Anatase, a form of TiO₂ used as a white pigment and photocatalyst, is squeezed here up to 60 GPa. *How can the last row be true, when three equal cell edges each shorten by 14 % but the volume falls by only 23 %?* In a cell of fixed shape, such a shortening would take away 37 % of the volume.

Anatase TiO2 (conventional a = 3.799, c = 9.698 Å at zero pressure) under hydrostatic pressure at zero temperature, symmetry kept. Ansatz 0.2.0, plane-wave PAW, scalar-relativistic PBE without spin polarisation, cutoff 420 eV, k mesh 10×10×10 at zero pressure. Changes are relative to zero pressure; a is the length of the three equal edges of the primitive cell.

```
pressure (GPa)  volume change (%)  enthalpy change (eV/atom)  a change (%)
            -3               1.80                     -0.220          0.96
             0               0.00                      0.000          0.00
             3              -1.67                      0.217         -0.92
             8              -4.27                      0.570         -2.41
            15              -7.64                      1.049         -4.61
            30             -13.80                      2.022         -8.66
            60             -22.71                      3.801        -14.27
```

The shape of the cell must therefore have changed. The column "a change" describes the edges of the smallest repeating cell, which run from a corner of the usual tetragonal box to its centre. If that box has a square base of side a and a height c, the squared edge length is a²/2 + c²/4 and the volume of the smallest cell is a²c/2. Because the calculation keeps the symmetry, these two relations give both axes in every row, once a second solution, a very flat box far from the starting cell, is set aside. At 60 GPa the height c has shrunk by 18 % and the side a by only 3 %.

*Why is c the soft direction?* In the known anatase structure, each titanium atom has two oxygen neighbours along c and four nearly level with it. Along a, the atoms form Ti–O–Ti links that are slightly bent, with the oxygen standing a small height h above or below the line between the titanium atoms. One quarter of c is the length of a bond along c plus this height h. Pressure can therefore shorten c by straightening the links, which usually costs less than shortening bonds. Straightening also pushes the titanium atoms apart along a, and so works against the shrinkage of that axis.

The starting cell gives the size of h. Half of a is 1.90 Å and the bond in the link is 1.95 Å, so h = √(1.95² − 1.90²) ≈ 0.44 Å. A quarter of c is 2.42 Å, which leaves 2.42 − 0.44 = 1.98 Å for the bond along c. Because the bond in the link is rounded to 0.01 Å, both results are uncertain by about 0.02 Å.

*Do the links straighten, or do the bonds shorten?* Two limiting cases at 60 GPa answer this. If h stayed as it was, the bond along c would have to shrink to about 1.55 Å, which is implausibly short for titanium and oxygen. If instead the bonds kept their lengths, the links would become straight and a would grow by nearly 3 %, whereas the calculation has it shrink by about as much. Both must happen: if all bonds shorten by the same fraction, which is an assumption, that fraction is about 5 % and the links end up nearly straight. The same reasoning helps with other crystals: the soft direction is often the one that can shorten by changing angles.

*Why does the enthalpy climb almost in step with the pressure?* Enthalpy is H = E + PV, where E is the internal energy, P the pressure and V the volume. Under hydrostatic pressure its slope against P is simply V, whatever the shape of the cell. An incompressible crystal would therefore follow a straight line and reach 4.37 eV/atom at 60 GPa. The real curve bends down to 3.80 eV/atom because the volume shrinks on the way. Nearly nine tenths of this is the product PV, and only the rest is energy stored in the compressed crystal.

*Does such a large enthalpy mean that anatase has become unstable?* No, because any phase gains enthalpy under pressure. Stability depends on the difference between two phases at the same pressure, and a denser phase gains less. Real anatase transforms at pressures from a few to some twenty gigapascals, depending on the sample, so at least the rows at 30 and 60 GPa describe a crystal that the calculation keeps in the anatase structure. No other phase and no vibrations were computed, so the table cannot say at which pressures, if any, anatase is the stable phase.

*Does the crystal become harder to compress?* The bulk modulus, the pressure needed per fractional loss of volume, is about 173 GPa around zero pressure. If it stayed there, the volume at 60 GPa would fall by 29 % instead of 23 %. The Murnaghan equation lets the modulus rise in proportion to pressure. Fitted to all seven volumes, it gives a rise of a little over 2 GPa per GPa and misses no volume by more than about 0.1 %. Ions pushed together repel each other ever more steeply, which stiffens most crystals. Many gain about 4 GPa per GPa, though, and here the height c does not stiffen at first: it loses nearly 0.4 % per GPa on average up to 15 GPa, as it does up to 3 GPa. Links that are still straightening are a likely reason.

*Which digits can be trusted?* Late in several relaxations the computed pressure still jumped by about 0.1 GPa from one step to the next, probably because the set of plane waves was renewed for the changed cell. Further steps removed most of the jump. Even if all of it had remained, the volume near zero pressure would shift by only about 0.06 %, so the second decimal of the volume change is the one to doubt. The choice of functional matters more: PBE is known to make anatase somewhat too long along c, and the local density approximation usually gives smaller and stiffer crystals than PBE, so the modulus is best quoted as roughly 170 GPa, with PBE named as the functional. The output below gives the axes and the rigid-bond limit for each pressure, the other limit at 60 GPa, and the results of the fit.

Numerical output:

```
fit of lnv on 7 rows: coefficient of log(1 + s*P) -0.4395 +/- 0.00087, s 0.0133; rms 0.000524, worst 30 0.00094, leave-one-out rms 0.00256
Cell:
  row  conventional a change %  conventional c change %    c/a  volume change % at fixed angles  a change % if bonds rigid  bond change % if all bonds scale alike  Ti-O-Ti angle along a in degrees same estimate
   -3                   0.3177                    1.156  2.574                            2.908                    -0.3541                                  0.5121                                           152.9
    0                -1.11e-14                 2.22e-14  2.553                                0                  -1.11e-14                                       0                                           153.9
    3                  -0.2799                   -1.117  2.531                           -2.735                     0.3203                                 -0.4685                                           154.8
    8                  -0.6846                   -2.946  2.495                           -7.057                     0.7989                                  -1.181                                           156.5
   15                   -1.012                   -5.742  2.431                            -13.2                      1.422                                  -1.999                                           159.4
   30                   -1.624                   -10.93  2.311                            -23.8                       2.24                                  -3.367                                           165.2
   60                   -2.861                   -18.09  2.153                           -36.99                      2.659                                  -5.221                                           173.4
Enthalpy and stiffness:
  row  P times V0 eV/atom  PV eV/atom  internal energy change eV/atom  enthalpy from volume fit eV/atom  miss eV/atom  bulk modulus from row above to this GPa  volume change % at constant B
   -3             -0.2184     -0.2223                         0.00233                           -0.2204    -0.0003513                                      n/a                          1.749
    0                   0           0                               0                                 0             0                                    168.2                              0
    3              0.2184      0.2148                        0.002248                            0.2165    -0.0004802                                    178.1                         -1.719
    8              0.5824      0.5575                         0.01247                            0.5694    -0.0005666                                    186.6                         -4.519
   15               1.092       1.009                         0.04043                             1.048    -0.0007853                                    195.3                         -8.305
   30               2.184       1.883                          0.1394                             2.022     0.0001383                                    217.3                         -15.92
   60               4.368       3.376                           0.425                             3.802      0.001218                                      275                         -29.31
Bulk modulus from the rows at -3 and 3 GPa, in GPa: 173
Bulk modulus at zero pressure from the Murnaghan fit, in GPa: 171.1
Pressure derivative of the bulk modulus from the Murnaghan fit: 2.275
Shrinkage of c over shrinkage of a at 60 GPa: 6.322
Bond along c at 60 GPa if the Ti-O-Ti link kept its height, in angstrom: 1.545
PV share of the enthalpy change at 60 GPa, in %: 88.82
Volume shift for a pressure error of 0.1 GPa near zero pressure, in %: 0.0578
```
